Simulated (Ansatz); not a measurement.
NbP: pressure against volume scale

Results calculated with Ansatz 0.2.0, not measured. Free energy against uniform scaling of the volume at fixed shape and fractions; periodic cell, basis, potentials, k mesh and filling as listed.

The cell before it is scaled or strained (space group I4_1md, No. 109):
```
CELL_PARAMETERS angstrom
-1.67490 1.67490 5.74010
1.67490 -1.67490 5.74010
1.67490 1.67490 -5.74010
ATOMIC_POSITIONS crystal
Nb 0.74988 0.74988 0.00000
Nb 0.49988 0.99988 0.50000
P 0.33275 0.33275 0.00000
P 0.08275 0.58275 0.50000
```

Settings of every row: functional PBE; dispersion none; potentials PAW; wave cutoff 450 eV; density cutoff 1800 eV; k mesh 11x11x11; k shift 0x0x0; occupations methfessel paxton; smearing width 0.15 eV; spin none.

Limits: coarse k mesh, up to 40 meV an atom off; the cell comes from a prototype or a list of computed structures and needn't be the stable phase.

| row | volume scale | V (Å³/atom) | pressure (GPa) | energy above lowest point (meV/atom) |
| --- | --- | --- | --- | --- |
| 1 | 0.88 | 14.17 | 30.03 | 154.7 |
| 2 | 0.92 | 14.814 | 17.38 | 60.3 |
| 3 | 0.96 | 15.459 | 7.17 | 11.6 |
| 4 | 1 | 16.103 | ? | ? |
| 5 | 1.04 | 16.747 | -7.75 | 18.2 |
| 6 | 1.08 | 17.391 | -13.12 | 60.6 |
| 7 | 1.12 | 18.035 | -17.44 | 122.3 |

Question: what pressure should row 4 give?

Worked fit of pressure. Take u = (V_r/V)^(2/3) − 1 with V_r = 16.103 Å³ an atom, which is twice the finite (Eulerian) strain; such expansions in the strain, on which the Birch-Murnaghan equation of state is built, carry the rest volume and the bulk modulus. The shown rows have u = 0.08899, 0.0572, 0.02758, -0.0258, -0.05, -0.07276. Least squares give pressure = −1.085 + 277.57 × u + 763.2 × u² + 521 × u³ GPa; a parabola predicts inner rows, each left out in turn, worse (root mean square 0.093 against 0.012 GPa). The rows lie off it by 0.00, -0.01, 0.01, 0.00, 0.00, 0.00. The pressure vanishes at u = 0.0039, or V = 16.01 Å³ an atom, and there the bulk modulus at fixed shape and fractions is B = −V dP/dV = (2/3)(1 + u) dP/du = 190 GPa. Letting shape and atoms relax would as a rule lower it, by much in layered, chain or molecular crystals. The withheld row has u = 0, so the fit gives −1.085 + 277.57 × (0) + 763.2 × (0)² + 521 × (0)³ = -1.08 GPa.

The calculation gave -1.08 GPa. The fit meets it to the printed digit.

The other values of row 4: energy above lowest point 0 meV/atom.
